# Electrons that belong to no shell: stretching CoW₃

## The decision

Before a population table is used to judge how a cobalt–tungsten alloy responds to strain, one has to decide what its last entry means. That entry counts the electrons assigned to none of the listed atomic shells. If they are mobile electrons in the gaps between the atoms, stretching the metal adds carriers, and the number could enter an estimate of conductivity. If they are something else, such an estimate would rest on a misreading.

Antiferromagnetic CoW₃ in cells of eight atoms, computed with Ansatz 0.2.0 (scalar-relativistic PBEsol, PAW, plane waves to 420 eV, 12×12×6 k mesh, Gaussian smearing of 0.1 eV). The last column is the number of electrons per cell left over after Löwdin projection onto the shells W 5s, 5p, 5d, 6s and Co 3s, 3p, 3d, 4s.

```
volume (Å³/atom)  shortest distance (Å)  electrons outside these shells (e)
          12.467                  2.530                               1.040
          13.337                  2.588                               1.130
          13.917                  2.625                               1.190
          14.497                  2.661                               1.250
          15.077                  2.696                               1.310
          15.946                  2.746                               1.390
          17.106                  2.811                               1.490
```

The volume is given per atom, while the electrons are counted per cell of eight atoms. Density-functional theory puts the row at 14.497 Å³/atom close to zero pressure; smaller cells are compressed and larger ones stretched. The count rises at every step, from 1.04 to 1.49 electrons. Three explanations are weighed here, mostly on the rows at 12.467, 14.497 and 15.946 Å³/atom.

## First explanation: pressure squeezes electrons out

A natural first picture is that pushing atoms together drives electrons out of their shells into the space between. The count should then grow under compression. It does the opposite: from the cell near zero pressure to the smallest one it falls from 1.25 to 1.04. Whatever squeezing does to single orbitals, it does not control this trend.

## Second explanation: more room, more electrons in it

The tempting picture is a gas of electrons in the gaps. A larger cell has larger gaps, and so holds more gas. In its simplest form the number $N$ outside the shells is proportional to the volume $V$,

$$N = N_0\,\frac{V}{V_0},$$

where $N_0$ and $V_0$ are the values of the row near zero pressure. That row fixes the formula and so is no test of it; in the six others the largest miss is 0.035 electrons, about 3 % of the value there.

This success is weaker than it looks. The formula needs the gas to keep its density while the cell as a whole, with its fixed number of electrons, becomes more dilute. A second version avoids that: the atoms are hard spheres, and the gas between them thins as the cell grows. It also rises along the whole series, with a largest miss of 0.077 electrons. Two pictures with different physics thus follow the same smooth curve roughly, so the shape of the curve is poor evidence for either.

The size of the count is a better test, and it can be worked out for the cell near zero pressure. Let the spheres touch in the smallest cell, where the shortest distance is 2.530 Å. Each then has a radius of 1.265 Å and a volume of 8.48 Å³. The gaps in a cell of eight atoms are

$$8\,(14.497-8.48)\ \text{Å}^3 \approx 48\ \text{Å}^3 .$$

If all 1.25 electrons sat there, their density would be

$$\frac{1.25}{48\ \text{Å}^3}\approx 0.026\ \text{electrons per Å}^3 .$$

For comparison, six tungsten atoms with six outer electrons each and two cobalt atoms with nine each bring 54 outer electrons into the cell. Spread evenly, they have a density of 0.47 per Å³. The supposed gas would thus have only about 6 % of the mean density, very little for the gaps of a dense metal.

The listed shells offer a likely reason for the mismatch. The tungsten 6s orbital is spread out and is expected to hold a good part of its charge beyond such a sphere. Much of the charge in the gaps should therefore be the tail of listed orbitals, and it is booked under those shells. The density in the gaps was not itself evaluated, so this is an argument about size, not a measurement of the gap charge. It shows that the count is hardly the whole charge in the gaps, but not where the uncounted part sits.

## What "outside" means

The populations come from projection. Each occupied state of the metal is compared with a set of atomic orbitals, and the part that they can reproduce is shared out among the shells. The rest is the part that no combination of these orbitals reproduces. "Outside these shells" therefore means outside a set of functions, not outside a set of spheres.

The choice of functions matters. The set holds the s and d shells of the outer electrons, but neither tungsten 6p nor cobalt 4p. These p shells are empty in the free atoms, yet in a metal they mix into the occupied states. Such p character has no shell of its own in the list, and what the other orbitals fail to imitate ends up in the remainder.

## Third explanation: electrons move from d to s and p

Outer s and p electrons are spread out and must stay orthogonal to the cores of all the atoms around them. Compression raises their kinetic energy steeply. The compact d electrons suffer less, and their bonding gains as neighbouring d orbitals overlap more. Pressure therefore moves electrons from s and p states into d states, and expansion moves them back.

The shell populations fit this pattern. Between the cells at 12.467 and 15.946 Å³/atom the d shells lose 1.27 electrons, while the outer s shells gain 0.66. The remainder gains 0.35, as it should if part of the transfer goes into unlisted p character. That gains and losses balance is no extra evidence, because the remainder is defined as what is left of a fixed total. The evidence lies in which shells lose and which gain.

Magnetism changes along the way as well. All the cells were computed as antiferromagnets, and between the same two rows the cobalt moment grows from 0.62 to 1.47 Bohr magnetons. This growth is unlikely to be the main cause of the d loss: the two tungsten atoms that carry no moment lose 0.21 d electrons each, the cobalt atoms only 0.14. The exact share of magnetism stays open, because no run without moments is at hand.

## A control: shells that are always full

The projection can be checked on electrons that should not move at all. Tungsten 5s and 5p and cobalt 3s and 3p lie far below the outer electrons in energy and are full at every volume considered here. Together they hold 64 electrons per cell. Yet the projection finds 0.55 of them missing in the smallest cell, and only 0.29 missing at 15.946 Å³/atom.

No real refilling is needed to explain this. Orbitals on neighbouring atoms overlap, and the Löwdin method removes the overlap by mixing a little of each orbital into the others. A corrected 5p orbital is then no longer quite the one that the electrons occupy, and some of their charge is credited elsewhere. As the atoms move apart, the overlap shrinks and the full shells look fuller.

This apparent refilling amounts to 0.26 electrons, about a fifth of the d loss between the same rows. The mixing cannot change the remainder, because the mixed orbitals together reproduce exactly the same functions as the unmixed ones. It only moves charge between listed shells, so what it weakens is the evidence from the d and s populations. The outer orbitals overlap more than the full inner ones, and how much charge the mixing shifts among them is not known.

Overlap can also act on the remainder directly. In a tight cell, the tails of orbitals from several atoms meet between them and together can imitate many shapes of the charge there. When the atoms separate, the same fixed orbitals cover that region less well, and more of the charge stays undescribed. This would raise the count on expansion even if no electron changed its character.

## How far the numbers decide

The sign rules out squeezing as the controlling cause, and the size speaks strongly against reading the count as all the electrons in the gaps. Transfer from d to s and p agrees with the shell populations, but poorer coverage by the orbitals would push the remainder the same way. The data do not give the share of each.

Adding the missing p shells to the projection would be instructive but not decisive. They would catch the p character and, at the same time, improve the description of the region between the atoms. A cleaner test would count the d character inside a small sphere of fixed radius around each nucleus, where tails from neighbours matter little. If it fell on expansion by about the same percentage as the projected d populations, a real transfer would gain support, although a change in the shape of the d orbitals could also alter that count.

For a related transition-metal alloy, the first thing to look up is which shells the projection contains. If the outer p shells are absent, a moderate rise on expansion is the natural guess. It should not be extended to very large volumes: in separated atoms all the electrons sit in listed shells, so the remainder must eventually fall to nearly zero.

For the decision at the start, the count is unsuitable as a number of carriers. It is useful as a warning of how much charge the chosen orbitals leave undescribed, and of how that amount changes with strain. The printed output that follows compares both gap formulas with every row and gives the shell balance.

Printed output of the fit:

```
Remainder and two gap formulas anchored near zero pressure (e per cell):
     row  computed  proportional to volume  hard spheres and thinning gas  Co moment in muB
  12.467      1.04                   1.075                         0.9632             0.622
  13.337      1.13                    1.15                          1.097             0.892
  13.917      1.19                     1.2                          1.177             1.049
  14.497      1.25                    1.25                           1.25             1.188
  15.077      1.31                     1.3                          1.318             1.312
  15.946      1.39                   1.375                           1.41              1.47
  17.106      1.49                   1.475                          1.519             1.638
Rise of the remainder over the whole series (%): 43.27
Rise of the volume over the whole series (%): 37.21
Rise by hard spheres and thinning gas (%): 57.67
Largest miss of proportional formula (e per cell): 0.03496
Largest miss of hard-sphere formula (e per cell): 0.0768
Rise per added volume below the anchor (e per cell for 1 A^3/atom): 0.1034
Rise per added volume above the anchor (e per cell for 1 A^3/atom): 0.09199
Gap share of the cell at the anchor (%): 41.51
Density if the whole remainder sat in the gaps at the anchor (e/A^3): 0.02597
Mean density of the 54 outer electrons at the anchor (e/A^3): 0.4656
Ratio of these two densities (%): 5.577
Change of d shells from 12.467 to 15.946 (e per cell): -1.272
Change of outer s shells from 12.467 to 15.946 (e per cell): 0.6614
Change of semicore shells from 12.467 to 15.946 (e per cell): 0.2584
Change of the remainder from 12.467 to 15.946 (e per cell): 0.35
Semicore electrons missing from full shells at 12.467 (e per cell): 0.5502
Semicore electrons missing from full shells at 15.946 (e per cell): 0.2918
```
